An engineer who must say how the band gap of layered boron nitride shifts under pressure could read the answer straight off a list of gaps against volume. The decision is whether to trust that reading, and here it should not be trusted. Two sizes are worth remembering. The same fractional compression costs about thirty times more stress within the BN sheets than across them, and the functional, r2SCAN without a dispersion term, wants the sheets about 3% further apart than they are in the starting cell, the row at 9.043 Å³/atom.

Hexagonal BN (P6_3/mmc, 4 atoms per cell), computed with Ansatz 0.2.0 using r2SCAN without a dispersion term, plane waves and PAW, without spin polarisation. Each row is a single point at fixed cell and atoms, with a 500 eV cutoff, a 12×12×4 k mesh and Gaussian smearing of 0.05 eV. The band gap is the Kohn–Sham gap on this mesh.

```
volume (Å³/atom)     c/a  shortest distance (Å)  band gap (eV)
           7.753  2.6602                  1.373          5.002
           8.381  2.6602                  1.410          4.928
           9.030  2.6661                  1.444          4.847
           9.043  2.6602                  1.446          4.839
           9.738  2.6602                  1.482          4.741
          10.468  2.6602                  1.518          4.634
```

The band gap falls at every step as the volume grows, by 0.37 eV in all. The curve is smooth and looks like a pressure response. The warning is in the column c/a, the ratio of the cell edge across the sheets to the edge within them. It stays at 2.6602 in five of the six rows, because these cells are one cell scaled equally in all directions. A layered crystal under uniform pressure doesn't shrink like that.

The reason lies in the bonding. Within a sheet each boron atom is held by three short covalent bonds to nitrogen, and shortening them is expensive. Between the sheets there are no such bonds, only weak attraction and the repulsion of filled electron shells. Uniform pressure pushes equally on all faces, so the soft direction gives way most and c/a falls. Equal scaling does the reverse: it imposes equal strains and lets the stresses become as unequal as they like.

The stresses, listed in the output after this text, show how unequal they are. Positive values mean that the cell pushes outwards. Between the rows at 9.738 and 8.381 Å³/atom every length shrinks by the same fraction. The stress within the sheets then rises by 55 GPa, and the stress across them by only 1.7 GPa. No uniform pressure could hold either cell in its shape.

This matters for the gap because two effects compete. The lowest empty state lies at the point M, the middle of a side of the hexagonal Brillouin zone. There, shorter B–N bonds strengthen the coupling of π orbitals within a sheet, which is expected to push the empty state up and widen the gap. The highest filled state lies above a corner of the hexagon in five of the six rows, and there the coupling between nearest neighbours in a sheet cancels by symmetry. Closer sheets let π orbitals overlap from one sheet to the next, which is expected to split the empty states at M and pull the lower one down. In the scaled cells both lengths change together, and the rise of the gap on compression fits a dominant effect of the bonds. 
The row at 9.030 Å³/atom helps to separate the two. Its sheets are 0.12% narrower than those of the starting cell, and its gap before rounding is 0.0073 eV wider. At the slope of the scaled series, shrinking every length by 0.12% would add only about 0.0045 eV. The rest goes with the spacing, which is 0.22% larger than equal shrinking would make it. Wider spacing thus opens the gap, and closer sheets narrow it. So small a difference supports the sign of the effect rather than its size. At equal strain the bonds still have the larger effect on the gap. Uniform pressure, however, is expected to shrink the spacing tens of times more than the bonds, because the sheets are so much stiffer. At low pressure the gap should therefore fall on compression, the opposite of what the table suggests.

The second failure belongs to the functional, and the usual summary number hides it. The mean pressure is the average of the three normal stresses, two within the sheet and one across:

mean pressure = (2 × in-plane stress + stress across layers) / 3

For the starting cell this gives −0.6 GPa, which reads as a cell stretched very slightly too far. The parts tell another story. The stress within the sheets is −1.3 GPa, a pull inwards, while the stress across them is +0.8 GPa, a push outwards. The sheets are a little too wide for this functional and also too close together, and the average lets the two misfits partly cancel.

How far apart the functional wants the sheets can be found from the row at 9.030 Å³/atom. It is not a member of the scaled series but a cell relaxed with this functional and then compressed by 3% across the sheets. Its layer spacing is 3.334 Å, and the cell edge c spans two layers, so the relaxed edge is

c = 2 × 3.334 Å / 0.97 = 6.87 Å

The starting cell has 6.66 Å. The scaled series supports the longer value: its stress across the sheets changes sign between the two largest cells, and a straight line between them crosses zero at 6.87 Å as well. The sheets are stretched there, so the agreement supports the size of the excess rather than its last digit.

A stress from a plane-wave calculation can carry an error from the finite basis, so it deserves a check against the energy. If the stress across the sheets grows in proportion to the strain, the stored energy is half the product of stress, strain and relaxed cell volume. The cell holds four atoms, which gives a relaxed volume of 4 × 9.030 / 0.97 = 37.2 Å³. With 1 eV/Å³ equal to 160.2 GPa,

energy = ½ × 0.815 GPa × 0.03 × 37.2 Å³ / (160.2 GPa per eV/Å³) = 0.0028 eV per cell

The directly computed energy above the relaxed cell is also 0.0028 eV, and the unrounded estimate lies about 3% above it. Stress and energy therefore tell the same story, which makes a large basis error in this stress unlikely. The check can't show whether the functional describes the attraction between sheets correctly.

That it does not is a matter of known physics. Part of the attraction between separate sheets is dispersion: a momentary shift of charge in one sheet induces a matching shift in the next. A semilocal functional builds its energy point by point, from the density and the orbitals in the immediate surroundings, so it misses this correlation between distant electrons. With too little attraction, the repulsion between filled shells wins until the sheets have moved apart. The starting cell is labelled with an entry number of the Crystallography Open Database, which collects mainly measured structures, so its edge of 6.66 Å is most likely a measured one. Heat and zero-point motion, both absent here, would normally lengthen the computed edge further, so they don't excuse the excess.

The gaps themselves need a separate caution. They are Kohn–Sham gaps, and r2SCAN is known to place them below the energy needed to create a separate electron and hole in this material; the table has no reference that would measure the shortfall. They are also taken on a mesh of k points, which can miss the true band edges and then gives a gap that is too large. In the densest cell the highest filled state sits at a different mesh point from that in the other five rows. The mesh is the same in every row, so another state has taken over as the band edge, and the gap no longer follows the same pair of states. The true maximum may lie beside the new point.

For a pressure coefficient, then, the cell shape must be relaxed at each pressure, with dispersion included, until all three normal stresses agree. The test costs nothing extra: read the stresses one by one before reading their average. Where strong bonds run in two directions and weak contacts in the third, a mean pressure near zero doesn't show that the cell is at rest.

Numerical output:

```
Stresses with compression positive:
     row  layer spacing (Å)  in-plane stress (GPa)  stress across layers (GPa)  mean pressure (GPa)
   7.753              3.164                  72.17                       3.325                49.22
   8.381              3.247                  30.33                       1.869                20.85
    9.03              3.334               -0.01754                      0.8152                 0.26
   9.043              3.331                 -1.343                      0.8425              -0.6147
   9.738              3.414                 -25.02                      0.1288               -16.64
  10.468              3.497                 -42.41                     -0.3578               -28.39
Change of in-plane stress between rows 9.738 and 8.381, GPa: 55.36
Change of stress across layers between the same rows, GPa: 1.74
Ratio of these two changes: 31.81
Edge c of the given cell, Å: 6.661
Edge c of the relaxed reference, Å: 6.874
Excess of the relaxed c over the given c, percent: 3.196
Edge c where stress across layers vanishes in the scaled series, Å: 6.872
Elastic energy of row 9.030 estimated from its stress, meV per cell: 2.842
Computed energy of row 9.030 above its reference, meV per cell: 2.771
Fall of the gap from the smallest to the largest cell, eV: 0.368
Gap of row 9.030 less gap of row 9.043, eV: 0.008
```
